A plane of Sn atoms in a thin SnSe layer is moved 0.15 Å along the layer normal, in the direction called negative here. How much energy does this cost, how hard is the plane pulled back, what pressure builds up in the cell, and what is left of the gap? The other points of the scan lie close enough for a forecast of all four, but the four do not deserve equal trust.

SnSe (P4/nmm, 4 atoms per cell, a = 4.286 Å, c = 10.990 Å) with one Sn atom per cell moved along c, positive towards its nearest Se, all else fixed. Ansatz 0.2.0, plane-wave PAW density functional theory with r2SCAN, scalar-relativistic, no spin polarisation, cutoff 500 eV, 6×6×4 k mesh, Gaussian smearing of 0.05 eV. Energy is relative to the undisturbed cell; pressure is positive in compression.

```
displacement (Å)  energy change (eV a cell)  force along direction (eV/Å summed over the moved atoms)  pressure (GPa)  gap on mesh (eV)
            -0.2                      0.109                                                     0.970           -0.98             1.284
           -0.15                          ?                                                         ?               ?                 ?
            -0.1                      0.031                                                     0.574           -0.54             1.598
           -0.05                      0.008                                                     0.314           -0.29             1.692
               0                      0.000                                                     0.004           -0.02             1.765
            0.05                      0.009                                                    -0.365            0.28             1.743
             0.1                      0.038                                                    -0.803            0.61             1.694
            0.15                      0.090                                                    -1.323            0.98             1.631
           0.175                      0.127                                                    -1.618            1.18             1.594
             0.2                      0.172                                                    -1.938            1.39             1.545
```

The displacement x is that of one Sn atom in the cell. Its periodic images move with it, so a whole plane shifts and not a single atom in a crystal at rest. The energy change E is counted per cell from the undisturbed structure, and the force F is positive when it points along +x. The cell contains thin layers with wide empty spaces between them, not the ordinary dense form of SnSe. The functional alone lacks the long-range dispersion attraction between layers, so this spacing should not be taken for that of a real crystal.

The start is a resting position for this motion: the force there is almost zero and the energy rises on both sides. It rises unequally, though, by 0.172 eV at +0.2 Å and by only 0.109 eV at −0.2 Å. A plain spring would give the same energy on both sides. The forecast must therefore allow for the difference, and a reason for it is worth seeking.

That reason can be sought in the bonds. Each Sn atom has five neighbours within 15 % of the shortest distance, 2.68 Å. In this square structure Sn and Se stand either directly above one another or at least 4.286/√2 = 3.03 Å apart sideways, so the shortest bond must be vertical. The other four run almost flat, and a small vertical shift changes their lengths far less.

Moving the Sn plane thus mainly squeezes or stretches the vertical bond. A squeezed bond stiffens, because the electron clouds of the two atoms repel more and more steeply as they overlap. A stretched bond softens, because this steep repulsion dies away. The steeper side of the energy curve should then be the side on which the bond gets shorter, here +x. The geometry of the run confirms the direction: +x points at the Se atom 2.68 Å away, and at +0.2 Å that distance is down to 2.478 Å.

The pressure fits this picture. It is positive when the cell would like to expand, as it should with a squeezed bond, and it is positive for every positive displacement in the table. If the vertical bond alone carried the whole restoring force, the pressure would climb by roughly 5 GPa per Å of displacement, against a fitted 5.9 at the start. The agreement is only rough. A purely vertical bond presses along the layer normal alone, yet about three tenths of the pressure change between −0.05 and +0.05 Å comes from stress within the layer plane. The stress along the normal alone climbs by about 12 GPa per Å over that step, below the 14 or so expected of a bond carrying everything. The averaged pressure mixes the two parts and does not show how much of the restoring force the vertical bond carries.

The forces on the atoms left in place do show it. Only the Sn plane moves, so any change in the forces on the other atoms is its doing. For small shifts, about nine tenths of the restoring force is matched by an opposite force on the Se atom at the far end of the vertical bond. The asymmetry sits there almost entirely: the force at +0.2 Å is larger in size than at −0.2 Å by 0.968 eV/Å on the Sn atom and by 0.966 eV/Å on that Se atom.

The same reasoning tells when the asymmetry would be absent. An atom midway between two equal neighbours squeezes one bond while it stretches the other, so both directions cost the same energy. The pressure would then have no part that changes sign with the displacement. Here the surroundings above and below the Sn atom differ, and both effects are allowed.

To turn this into numbers, the force on the nine known rows was fitted with a cubic polynomial. The force is minus the slope of the energy, so the energy follows by integration:

F = F₀ − k x − a x² − b x³

E = −F₀ x + ½ k x² + ⅓ a x³ + ¼ b x⁴

Here k is the spring constant at the start, a measures how much the restoring force differs between the two sides, b describes the further stiffening common to both, and F₀ is the tiny force left at x = 0. The integrated curve matches the energies of the known rows to within 0.001 eV. This shows that forces and energies belong to one smooth surface; it is no test of the bond picture.

The energy at −0.15 Å can now be worked out, with this row outside the fit. The spring term is ½ × 6.75 × 0.15² = 0.076 eV. The cubic term takes away 0.014 eV, because the bond softens on this side. The quartic term and the leftover force together return about 0.003 eV:

E = 0.076 − 0.014 + 0.003 = 0.065 eV

The gap needs more caution. Between −0.05 Å and the start it rises at 1.46 eV/Å; just beyond the start it falls at 0.44 eV/Å. This is a far sharper turn than in the steps on either side of it. A gap is the distance from the highest filled level to the lowest empty one, and when another level takes over either role, the curve bends abruptly although each level moves smoothly.

Such a takeover can only bend the curve downwards, since the gap is always the smallest of the distances on offer. At the start there is a natural candidate. The undisturbed layer has two equivalent Sn planes, and moving one of them ends the equivalence. Levels that had equal energies may then split, and if the splitting outweighs their common shift, the gap narrows in both directions. No band energies are at hand to confirm this, so it remains a guess.

For the forecast, only the four known rows at or below zero were fitted with a parabola, because the other side seems to follow a different branch. The pressure was fitted with a parabola over all nine known rows. The forecasts for −0.15 Å, each between the values of the neighbouring rows, are:

Energy change: 0.065 ± 0.002 eV, below the value of a plain spring.
Force: 0.79 ± 0.01 eV/Å, positive, back towards the start.
Pressure: −0.78 ± 0.02 GPa.
Gap: 1.46 ± 0.03 eV, slightly above the straight line between its neighbours.

The ranges are judgements from the smoothness and rounding of the data, not statistical intervals. The gap is the least certain of the four, since another change of band edge could lie between the known points.

The withheld rows as computed:

```
displacement (Å)  energy change (eV a cell)  force along direction (eV/Å summed over the moved atoms)  pressure (GPa)  gap on mesh (eV)
           -0.15                      0.065                                                     0.790           -0.77             1.440
```

Energy and force agree with their forecasts to the digits given, and the pressure misses by only 0.01 GPa. The energy is indeed below the 0.076 eV of the plain spring, and the force pulls the plane back. These hits show that the surface stays smooth between the known points. They would have come out the same with any other cause of the asymmetry, so the bond picture still rests on the arguments above.

The gap is a hit in size and a miss in shape. The computed 1.440 eV is inside the range, but it lies on the straight line between the neighbours and not above it. The parabola had assumed that the slope changes steadily, and it does not. From −0.2 to −0.15 Å the slope is (1.440 − 1.284)/0.05 = 3.1 eV/Å, and from −0.15 to −0.1 Å it is (1.598 − 1.440)/0.05 = 3.2 eV/Å.

Between −0.1 and −0.05 Å, however, the slope is only 1.9 eV/Å. The curve thus seems to consist of a nearly straight steep piece and a flatter one, with a second bend near −0.1 Å. That bend, too, goes downwards, as a takeover by another level requires. The new point makes such a takeover more likely, but only the band energies along the scan could settle it. The level that takes over need not belong to another band: an edge that drifts through the zone and passes from one mesh point to the next would bend the curve in the same way, and a finer mesh would be expected to round that bend off.

Two working rules follow. A spring constant should be taken from a pair of opposite displacements, because the asymmetric part of the force then cancels. The pair at ±0.05 Å gives (0.365 + 0.314)/0.10 = 6.8 eV/Å², close to the fitted 6.75, whereas the positive point alone gives 0.365/0.05 = 7.3. Wider pairs drift upwards, to (1.938 + 0.970)/0.40 = 7.3 eV/Å² at ±0.2 Å, because the common stiffening does not cancel.

The gap should not be interpolated with one smooth curve, even where energy and force allow it. It is better to follow the individual band edges and take the smallest distance at the end. A finer k mesh belongs to that check, since the present one may miss the true edges and then gives too large a gap, whereas a functional of this kind usually gives gaps that are too small. Spin-orbit coupling is left out of the run; with atoms as heavy as Sn and Se it is expected to shift the levels near the edges and could move the bends.

The pressure needs care of another sort. It averages over three directions and over the empty space between the layers, so it must not be read as the stress inside the layer. The scan also tests only vertical motion. Whether the square layer is stable against sideways shifts of its atoms, which single layers of SnSe are known to favour, remains open here.

The printed analysis below gives the fits and their misses.

Numerical output:

```
fit of force_along_direction on 9 rows: constant 0.005947 +/- 0.001, coefficient of dx -6.748 +/- 0.015, coefficient of dx**2 -12.22 +/- 0.046, coefficient of dx**3 -12.99 +/- 0.45; rms 0.00152, worst -0.1 -0.00248, leave-one-out rms 0.00998
  rows outside the fit (model, value, miss): -0.15 0.787, 0.79, -0.00298
fit of energy_change on 9 rows: coefficient of eint 1.001 +/- 0.0013; rms 0.00032, worst 0.15 0.000514, leave-one-out rms 0.000369
  rows outside the fit (model, value, miss): -0.15 0.06478, 0.065, -0.000224
fit of pressure on 9 rows: constant -0.02052 +/- 0.0056, coefficient of dx 5.873 +/- 0.029, coefficient of dx**2 5.602 +/- 0.24; rms 0.00895, worst 0.1 0.0128, leave-one-out rms 0.0246
  rows outside the fit (model, value, miss): -0.15 -0.7755, -0.77, -0.0055
fit of gap_on_mesh on 4 rows (displacement < 0.01): constant 1.763 +/- 0.0058, coefficient of dx 0.9808 +/- 0.15, coefficient of dx**2 -7.064 +/- 0.68; rms 0.003, worst -0.05 0.00458, leave-one-out rms 0.0338
  rows outside the fit (model, value, miss): -0.15 1.457, 1.44, 0.0172; 0.05 1.795, 1.743, 0.0517; 0.1 1.791, 1.694, 0.0967; 0.15 1.751, 1.631, 0.12; 0.175 1.719, 1.594, 0.125; 0.2 1.677, 1.545, 0.132
Spring constant at the start, eV/Å²: 6.748
Harmonic energy at -0.15 Å, eV: 0.07591
Cubic term of the energy at -0.15 Å, eV: -0.01375
Pressure slope if one vertical bond carried the whole force, GPa/Å: 4.784
Gap slope from -0.10 to -0.05 Å, eV/Å: 1.88
Gap slope from -0.05 to 0 Å, eV/Å: 1.46
Gap slope from 0 to 0.05 Å, eV/Å: -0.44
Gap slope from 0.05 to 0.10 Å, eV/Å: -0.98
Gap at -0.15 Å on a straight line between its neighbours, eV: 1.441
```
